\textbf{Student.} People say a hydrophobic ionic-liquid bridge $\mathrm{C^+A^-}$ holds its potential whatever the water contains. I doubt it.

\textbf{Lecturer.} Test it. Equal electrochemical potentials in water (w) and ionic liquid (o) give, with $\Delta\phi=\phi_w-\phi_o$ and unit aqueous activity coefficients,
\begin{equation}
k_i\equiv\frac{c_i^o}{c_i^w}=e^{z_iF(\Delta\phi-\Delta\phi_i^0)/RT},\qquad \Delta\phi_i^0=\frac{\Delta G^0_{\mathrm{tr},i}(w\to o)}{z_iF}.
\end{equation}
Both phases use the molar scale, liquid-side activity coefficients are absorbed in $\Delta\phi_i^0$, and single-ion values rest on an extrathermodynamic convention. Mass balance, $n_i=c_i^wV_w(1+rk_i)$ with $r=V_o/V_w$, and aqueous electroneutrality give
\begin{equation}
\sum_i\frac{z_in_i}{1+rk_i}=0 .
\end{equation}
For CA alone $k_C=k_A$, so $\Delta\phi_*=(\Delta\phi_C^0+\Delta\phi_A^0)/2$. Take illustrative inputs at 298.15 K ($RT/F=25.7$ mV): $\Delta\phi^0=-0.20$ V (C), $+0.18$ V (A), $+0.25$ V ($\mathrm{K^+}$), $-0.30$ V ($\mathrm{Cl^-}$), and $c_0=2.5$ M salt in the liquid. Then $\Delta\phi_*=-10$ mV, and the solubility is $s=c_0/k_C=1.54$ mM. I chose them to give the millimolar solubility typical of imidazolium imide bridges. Now add ten times more water.

\textbf{Student.} More salt dissolves, so the potential must drift.

\textbf{Lecturer.} C and A leave in pairs, and $k_C=k_A$ contains no $r$. The shift is zero while any liquid remains. Next, make the cation's transfer energy 5 kJ/mol more negative.

\textbf{Student.} The cation clings to the liquid, which turns positive, so $\Delta\phi$ falls by $5\ \mathrm{kJ\,mol^{-1}}/F=52$ mV.

\textbf{Lecturer.} Right sign, double the size. The anion shares control, so the shift is $-26$ mV, and $s$ drops to 0.56 mM. That holds $c_0$ and $\Delta\phi_A^0$ fixed, an assumption, since a new cation is also a new solvent. For foreign ions $j$, with $m_j=n_j/V_w$, set $y=F(\Delta\phi-\Delta\phi_*)/RT$. While the bridge loses little of its stock $rc_0$, $c_C^w=se^{-y}$ and $c_A^w=se^{y}$, so
\begin{equation}
2s\sinh y=\sum_j\frac{z_jm_j}{1+rk_j}.
\end{equation}
The foreign net charge left in water competes with $2s$. Take $r=0.1$, a stock of 250 mM, and add 10 mM KA, counting the added A in $c_A^w$.

\textbf{Student.} Extra $\mathrm{A^-}$ presses into the liquid and makes it negative. $\Delta\phi$ rises, by tens of millivolts since 10 mM exceeds $2s$.

\textbf{Lecturer.} $\mathrm{K^+}$ stays in water, so $y=\operatorname{arsinh}(m_K/2s)=1.9$, or $+49$ mV, tending to 59 mV per decade. The less soluble bridge shifts by $+74$ mV. Now 100 mM KCl instead.

\textbf{Student.} Ten times the salt, so worse still.

\textbf{Lecturer.} Only the imbalance in extraction counts. Here $k_K=4.0\times10^{-5}$ and $k_{Cl}=1.3\times10^{-5}$. More cations enter, so the sign is negative, and $y\approx mr(k_{Cl}-k_K)/2s$ gives $-2\ \mu$V.

\textbf{Student.} Surely non-ideality swamps that.

\textbf{Lecturer.} It can. For CA the correction is $(RT/2F)\ln(\gamma_A^w/\gamma_C^w)$. It vanishes in the Debye--H\"uckel limiting law, but a ratio of 1.1 gives $+1.2$ mV. Read the KCl result as negligible ion exchange. Last, 10 mM KX, with a fairly hydrophobic anion, $\Delta\phi_X^0=0$.

\textbf{Student.} $\mathrm{X^-}$ enters and displaces $\mathrm{A^-}$, so positive. At $\Delta\phi_*$, $k_X=1.48$, the extracted fraction $rk_X/(1+rk_X)$ is 0.13, and linearising gives 11 mV.

\textbf{Lecturer.} An upper bound, because $k_X$ falls as $e^{-y}$ and $\sinh y>y$. The root is $+8$ mV, with under 1\% of the stock lost.

\textbf{Student.} Then a bigger bridge, $r=1$, dilutes X and helps.

\textbf{Lecturer.} The reverse, at full equilibrium. A larger sink extracts more X, while the dissolved C and A that resist the shift are fixed by $s$. The root is $+25$ mV, heading towards the 49 mV of complete exchange. A common aqueous $\gamma\approx0.90$, typical near 10 mM, replaces $s$ by $s/\gamma$ and $k_j$ by $\gamma k_j$, and lowers the model's 8, 25 and 49 mV to 7, 23 and 46 mV.